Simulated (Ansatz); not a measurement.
## A series in volume scale on SiPb

Periodic Kohn-Sham DFT of a crystal at fixed atoms, scaled to volume_scale times the given cell; pressure positive in compression, energy less spherical unpolarised free atoms, largest_vzz the field gradient of largest size among the nuclei. The results are calculated, by Ansatz 0.2.0.

The cell before it is scaled or strained (space group Fm-3m, No. 225):
```
CELL_PARAMETERS angstrom
0.00000 2.93080 2.93080
2.93080 0.00000 2.93080
2.93080 2.93080 0.00000
ATOMIC_POSITIONS crystal
Pb 0.00000 0.00000 0.00000
Si 0.50000 0.50000 0.50000
```

Settings of every row: method all-electron LAPW; functional PBE; relativity scalar; k mesh 13x13x13; filling fermi-dirac; smearing width 0.05 eV; basis error target 0.25 meV/atom; nucleus gaussian.

Atom start moment: 0 on all atoms.

Limits: no spin-orbit coupling on heavy atoms; the cell comes from a prototype or a list of computed structures and needn't be the stable phase.

```csv
row,volume scale,V (Å³/atom),pressure (GPa),energy less free atoms (eV/atom)
1,0.96,24.167,2.307,-3.9329
2,0.98,24.671,1.086,-3.9382
3,1,25.174,-0.003,-3.9399
4,1.02,25.678,?,?
5,1.04,26.181,-1.839,-3.9339
```

Question: what pressure and energy less free atoms should row 4 give?

Worked fit of pressure. Take u = (V_r/V)^(2/3) − 1 with V_r = 24.922 Å³ an atom, which is twice the finite (Eulerian) strain; such expansions in the strain, on which the Birch-Murnaghan equation of state is built, carry the rest volume and the bulk modulus. The shown rows have u = 0.02072, 0.00677, -0.00668, -0.03232. Least squares give pressure = 0.527 + 80.945 × u + 239.44 × u² GPa; a straight line predicts inner rows, each left out in turn, worse (root mean square 0.11 against 1.7e-06 GPa). All shown rows lie on it to the printed digit. The pressure vanishes at u = -0.0066, or V = 25.17 Å³ an atom, and there the bulk modulus at fixed shape and fractions is B = −V dP/dV = (2/3)(1 + u) dP/du = 51.5 GPa. The withheld row has u = -0.01973, so the fit gives 0.527 + 80.945 × (-0.01973) + 239.44 × (-0.01973)² = -0.977 GPa.

The calculation gave -0.973 GPa. The fit lies 0.004 GPa (0.096 % of the column's range) below it; its largest miss of a shown row is 0.000 GPa.

Worked fit of energy less free atoms. Take u = (V_r/V)^(2/3) − 1 with V_r = 24.922 Å³ an atom, which is twice the finite (Eulerian) strain; such expansions in the strain, on which the Birch-Murnaghan equation of state is built, carry the rest volume and the bulk modulus. The shown rows have u = 0.02072, 0.00677, -0.00668, -0.03232. Least squares give energy less free atoms = −3.93947 + 0.1259 × u + 9.231 × u² eV/atom; a straight line predicts inner rows, each left out in turn, worse (root mean square 0.0041 against 5.3e-06 eV/atom). All shown rows lie on it to the printed digit. Its lowest point lies at u = -0.0068, or V = 25.18 Å³ an atom, and the curvature there gives the bulk modulus at fixed shape and fractions, B = (4/9)(1 + u)² E″(u)/V = 51.5 GPa. The withheld row has u = -0.01973, so the fit gives −3.93947 + 0.1259 × (-0.01973) + 9.231 × (-0.01973)² = -3.9384 eV/atom.

The calculation gave -3.9383 eV/atom. The fit lies 0.0001 eV/atom (1.4 % of the column's range) below it, one unit of the last digit.
